Platinum is stacked here in hexagonal close packing, not in its usual cubic form. A strain e lengthens the crystal by the fraction e along x and shortens it by the same fraction along y, both within the close-packed layers; a negative e does the reverse. The tensile stress along the pattern is the tension along x less the tension along y. The calculation uses LDA with PAW datasets made for PBE, and the atoms are carried along with the cell without being allowed to settle. The unstrained cell has space group P6_3/mmc; all strained rows have the lower symmetry Cmcm.

Hcp platinum (2-atom cell, a = 2.761, c = 4.792 Å, not relaxed with LDA), strained by e along x and −e along y at fixed fractional coordinates. Ansatz 0.2.0, scalar-relativistic plane-wave PAW, LDA, no spin polarisation, cutoff 420 eV, k mesh 21×21×10, Gaussian smearing 0.15 eV. Free energies are relative to the unstrained cell; pressure is positive in compression.

| strain | energy change (meV/atom) | tensile stress along pattern (GPa) | pressure (GPa) |
| --- | --- | --- | --- |
| -0.04 | 32.8 | -18.44 | -13.92 |
| -0.03 | 18.0 | -13.48 | -14.74 |
| -0.02 | 7.8 | -8.73 | -15.32 |
| 0 | 0.0 | 0.00 | -15.77 |
| 0.01 | 1.8 | 3.84 | -15.66 |
| 0.03 | 14.7 | 10.09 | -14.85 |
| 0.04 | 24.9 | 12.39 | -14.17 |

*Is the crystal at rest at zero strain?* It is not, although two of the three results are zero there. The energy is zero because it is counted from this cell, and the pattern stress is zero because the tension within an undistorted hexagonal layer is the same in every direction. The pressure of −15.77 GPa shows the true state: the cell is larger than LDA wants and has to be held open. Every answer below is therefore about stretched platinum.

*Does it cost more to shorten the crystal along x or to lengthen it?* Shortening costs more: 32.8 meV/atom at 4 %, against 24.9 for lengthening. In a square net of atoms with bonds along x and y the two would cost the same, since a quarter turn changes one into the other. A hexagonal layer has no such turn. Of the six bonds that an atom has within its layer, two lie along x and take the full strain, while the other four change by about half as much in the opposite sense.

*Why does it matter which bonds are shortened?* If the bonds were linear springs, it would hardly matter. Springs fitted to the energies of all rows make shortening only 4 % dearer than lengthening, whereas the computed difference is 32 %. A real bond stiffens when shortened and softens when lengthened, which adds a term in the cube of its length change. The cube favours the strongly strained bonds: four bonds at half the strain count for only a quarter as much as two at the full strain, so the pair along x decides the sign.

This picture gives a simple formula. Each atom owns one bond along x and two oblique ones, with relative length changes d₁ and d₂, so that its energy change is

E = A(d₁² + 2d₂²) + B(d₁³ + 2d₂³).

A fit to the energies of all seven rows gives A = 12.08 eV and B = −70.2 eV. At e = +0.04 the bond along x has d₁ = 0.04 and the oblique ones d₂ = −0.0194. The first bracket is then 0.00235 and contributes 28.4 meV; the second is 4.94 × 10⁻⁵ and takes away 3.5 meV. The sum, about 25 meV, matches the table, but this row was part of the fit. Another cubic law could do as well, so the agreement does not establish that bonds are the cause.

*Why does the pressure rise whichever way the crystal is strained?* Here the bond picture meets numbers that it was not fitted to. A shortened bond pushes harder than an equally lengthened one pulls, so straining the layer weakens its average inward pull, and less tension is needed to hold the cell open. With A and B taken from the energies alone, the formula predicts a rise of 1.4 GPa at both ends of the scan. The computed rises are 1.85 GPa at −0.04 and 1.60 GPa at +0.04, so the picture accounts for most of the effect. The match within the layers is somewhat poorer than these figures suggest, because the picture leaves the tension across the layers unchanged, whereas the computed one grows a little at both ends. The picture ignores the bonds between layers, the tension already present and any energy that depends on the volume itself; what explains the shortfall is untested.

*Has the crystal reached its ideal strength?* That strength is the highest stress that a perfect crystal can bear under a given kind of loading, and the pattern stress is still rising at the last row. Its two parts behave differently, however. Between +0.03 and +0.04 the tension along x has stopped growing, at about 19.3 GPa, as softening bonds would suggest. The pattern stress rises only because the tension along y keeps falling. With x lengthened, the scan thus shows the approach to a limit, but not the limit itself.

*How stiff is the cell, and which digits hold?* A single strained row is a poor guide: stress divided by strain gives 461 GPa at −0.04 but 310 GPa at +0.04. A cubic curve through the stresses of all rows has a slope of 403 GPa at zero strain. Half of that, about 200 GPa, is the difference of the elastic constants C₁₁ and C₁₂, defined here as slopes of stress against strain, for this stretched cell with its atoms held in place. It should not be used as the value for hexagonal platinum at zero pressure.

The energies lead to the same stiffness only if one detail is respected. Lengthening x and shortening y by the same fraction multiplies the volume by (1 + e)(1 − e) = 1 − e², so the cell shrinks slightly. Since it is under tension, shrinking releases energy, about 2.5 meV/atom at 4 %. With this included, the energies obtained by adding up the stresses agree with the table to within 0.1 meV/atom, which confirms the bookkeeping of the calculation but not the accuracy of LDA. The smallest energy of any strained row, 1.8 meV/atom, is uncertain by 3 % from its last printed digit alone, so a stiffness should not be drawn from that row.

*What would change if the layer were sheared in xy instead?* The difference between the two signs would vanish, because a positive and a negative xy shear are mirror images of each other. Such a shear is the present pattern turned by 45°, halfway to the quarter turn that exchanges lengthening and shortening along x. The part of the energy that depends on sign is then zero, while the leading part that does not is the same for every direction in a hexagonal layer. Symmetry therefore puts the cost of the turned 4 % pattern close to the mean of the two end rows, (32.8 + 24.9)/2 ≈ 29 meV/atom, for either sign.

The output that follows gives the fits of the stresses and energies, and the pressure shift predicted from the bond formula.

Printed output of the fit:

```
fit of tau on 7 rows: coefficient of strain 402.9 +/- 0.34, coefficient of strain**2 -1889 +/- 3.1, coefficient of strain**3 -11012 +/- 255; rms 0.00619, worst -0.03 -0.0109, leave-one-out rms 0.0155
fit of energy_change on 7 rows: coefficient of qs 12088 +/- 537; rms 1.96, worst 0.04 3.53, leave-one-out rms 2.99
fit of energy_change on 7 rows: coefficient of qs 12084 +/- 16, coefficient of ts -70185 +/- 878; rms 0.0549, worst 0.03 -0.0848, leave-one-out rms 0.138
Stresses in GPa and energies in meV/atom:
    row  oblique bonds %  tension x  tension y  E from stress  E springs  E bonds  pressure shift  shift from bonds
  -0.04            2.059      3.641      22.08          32.81      29.59    32.85            1.85             1.412
  -0.03            1.533      7.476      20.96          18.01      16.56    17.95            1.03            0.7943
  -0.02            1.015      10.81      19.54          7.791      7.325    7.738            0.45            0.3531
    0.0                0      15.94      15.94              0          0        0               0                 0
   0.01          -0.4962      17.67      13.83          1.767      1.804    1.751            0.11           0.08835
   0.03           -1.466      19.34      9.258          14.65      16.07    14.62            0.92             0.796
   0.04           -1.939      19.26      6.878          24.86      28.43    24.95             1.6             1.416
Energy at -0.04 less that at +0.04, meV/atom: 7.9
Ratio of these two energies: 1.317
The same ratio from linear springs: 1.041
Mean of these two energies, meV/atom: 28.85
Stress over strain at -0.04, GPa: 461
Stress over strain at +0.04, GPa: 309.8
Stress slope between +0.03 and +0.04, GPa: 230
C11 - C12 of the stretched cell from the stress slope at zero, GPa: 201.5
Energy curvature per volume at zero strain, GPa: 371.1
Energy gained by the volume loss at 0.04, meV/atom: 2.49
Bulk modulus needed if volume loss alone shifted the pressure at +0.04, GPa: 1000
Rounding of 0.05 meV as share of the energy at +0.01, %: 2.778
```
